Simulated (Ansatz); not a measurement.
# Ge: pressure and energy change per atom as volume scale varies

Plane-wave DFT, scalar-relativistic PAW made under PBE with cores redone for the functional, no dispersion; the given relaxed cell is scaled uniformly, energy at zero smearing counts from the unscaled cell, pressure at the given Fermi-Dirac smearing is positive in compression. The results are calculated, by Ansatz 0.2.0.

The cell before it is scaled or strained (space group Im-3m, No. 229):
```
Ge
1.0
     -1.6483     1.6483     1.6483
      1.6483    -1.6483     1.6483
      1.6483     1.6483    -1.6483
Ge
1
Direct
  0.00000 0.00000 0.00000
```

Settings of every row: spin polarised no; functional LDA; wave cutoff 420 eV; smearing width 0.1 eV; k mesh 15x15x15.

Atom starting moment: 0 on all atoms.

Limits: the cell comes from a prototype or a list of computed structures and needn't be the stable phase.

| row | volume scale | V (Å³/atom) | pressure (GPa) | energy change per atom (meV) |
| --- | --- | --- | --- | --- |
| 1 | 0.88 | 15.763 | 12.64 | 68.58 |
| 2 | 0.92 | 16.48 | 7.18 | 25.21 |
| 3 | 0.96 | 17.196 | ? | ? |
| 4 | 1.04 | 18.63 | -3.24 | 9.52 |
| 5 | 1.08 | 19.346 | -5.38 | 29.53 |
| 6 | 1.12 | 20.063 | -7.09 | 57.89 |

Question: what pressure and energy change per atom should row 3 give?

Worked fit of pressure. Take u = (V_r/V)^(2/3) − 1 with V_r = 18.63 Å³ an atom, which is twice the finite (Eulerian) strain; such expansions in the strain, on which the Birch-Murnaghan equation of state is built, carry the rest volume and the bulk modulus. The shown rows have u = 0.11785, 0.08518, 0, -0.02483, -0.0482. Least squares give pressure = −3.275 + 94.67 × u + 339.46 × u² GPa; a straight line predicts inner rows, each left out in turn, worse (root mean square 0.97 against 0.1 GPa). The rows lie off it by 0.04, -0.07, 0.03, 0.04, -0.04 (root mean square 0.046 GPa). The withheld row has u = 0.05485, so the fit gives −3.275 + 94.67 × (0.05485) + 339.46 × (0.05485)² = 2.94 GPa.

The calculation gave 2.85 GPa. The fit lies 0.09 GPa (3.2 % of the value, 0.46 % of the column's range) above it; its largest miss of a shown row is 0.07 GPa.

Worked fit of energy change per atom. Take u = (V_r/V)^(2/3) − 1 with V_r = 18.63 Å³ an atom, which is twice the finite (Eulerian) strain; such expansions in the strain, on which the Birch-Murnaghan equation of state is built, carry the rest volume and the bulk modulus. The shown rows have u = 0.11785, 0.08518, 0, -0.02483, -0.0482. Least squares give energy change per atom = 9.043 − 581.264 × u + 9179.52 × u² meV; a straight line predicts inner rows, each left out in turn, worse (root mean square 26 against 1.3 meV). The rows lie off it by 0.55, -0.92, 0.48, 0.39, -0.50 (root mean square 0.6 meV). The withheld row has u = 0.05485, so the fit gives 9.043 − 581.264 × (0.05485) + 9179.52 × (0.05485)² = 4.78 meV.

The calculation gave 3.94 meV. The fit lies 0.84 meV (21 % of the value, 1.3 % of the column's range) above it; its largest miss of a shown row is 0.92 meV.
